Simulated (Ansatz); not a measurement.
ZrC: pressure and energy above given cell against volume ratio

All results are calculated (Ansatz 0.2.0). Plane-wave density functional theory, PAW datasets, Gaussian smearing 0.05 eV: equation of state, the given cell scaled in volume with shape and atoms relaxed at each volume.

The cell before it is scaled or strained (space group P6_3/mmc, No. 194):
```
CELL_PARAMETERS angstrom
3.27250 0.00000 0.00000
-1.63620 2.83410 0.00000
0.00000 0.00000 5.79440
ATOMIC_POSITIONS crystal
Zr 0.00000 0.00000 0.00000
Zr 0.00000 0.00000 0.50000
C 0.33330 0.66670 0.25000
C 0.66670 0.33330 0.75000
```

Settings of every row: paw set soft_2; functional PBEsol; spin treatment none; moment partition spheres; spin axis none; wave cutoff 420 eV; k mesh 12x12x6; symmetry use detected.

Atom hubbard u: 0 on all atoms.

Limits: the cell comes from a prototype or a list of computed structures and needn't be the stable phase.

| row | volume ratio | V (Å³/atom) | pressure (GPa) | energy above given cell (meV per atom) |
| --- | --- | --- | --- | --- |
| 1 | 0.96 | 12.898 | 9.103 | 14.69 |
| 2 | 0.98 | 13.166 | 4.318 | 3.53 |
| 3 | 1 | 13.435 | 0.016 | 0 |
| 4 | 1.02 | 13.704 | ? | ? |
| 5 | 1.04 | 13.972 | -7.419 | 12.79 |

Question: what pressure and energy above given cell should row 4 give?

Worked fit of pressure. Take u = (V_r/V)^(2/3) − 1 with V_r = 13.3 Å³ an atom, which is twice the finite (Eulerian) strain; such expansions in the strain, on which the Birch-Murnaghan equation of state is built, carry the rest volume and the bulk modulus. The shown rows have u = 0.02067, 0.00677, -0.00671, -0.03233. Least squares give pressure = 2.1226 + 320.929 × u + 799.79 × u² GPa; a straight line predicts inner rows, each left out in turn, worse (root mean square 0.35 against 0.028 GPa). The rows lie off it by 0.005, -0.014, 0.011, -0.002 (root mean square 0.0093 GPa). The pressure vanishes at u = -0.0067, or V = 13.44 Å³ an atom, and there the bulk modulus with shape and atoms relaxed is B = −V dP/dV = (2/3)(1 + u) dP/du = 205 GPa. The withheld row has u = -0.01975, so the fit gives 2.1226 + 320.929 × (-0.01975) + 799.79 × (-0.01975)² = -3.904 GPa.

The calculation gave -3.875 GPa. The fit lies 0.029 GPa (0.18 % of the column's range) below it; its largest miss of a shown row is 0.014 GPa.

Worked fit of energy above given cell. Take u = (V_r/V)^(2/3) − 1 with V_r = 13.3 Å³ an atom, which is twice the finite (Eulerian) strain; such expansions in the strain, on which the Birch-Murnaghan equation of state is built, carry the rest volume and the bulk modulus. The shown rows have u = 0.02067, 0.00677, -0.00671, -0.03233. Least squares give energy above given cell = 0.871 + 263.75 × u + 19564.5 × u² meV per atom; a straight line predicts inner rows, each left out in turn, worse (root mean square 8.6 against 0.047 meV per atom). The rows lie off it by 0.01, -0.02, 0.02, 0.00. Its lowest point lies at u = -0.0067, or V = 13.44 Å³ an atom, and the curvature there gives the bulk modulus with shape and atoms relaxed, B = (4/9)(1 + u)² E″(u)/V = 205 GPa. The withheld row has u = -0.01975, so the fit gives 0.871 + 263.75 × (-0.01975) + 19564.5 × (-0.01975)² = 3.29 meV per atom.

The calculation gave 3.3 meV per atom. The fit lies 0.01 meV per atom (0.068 % of the column's range) below it, one unit of the last digit.
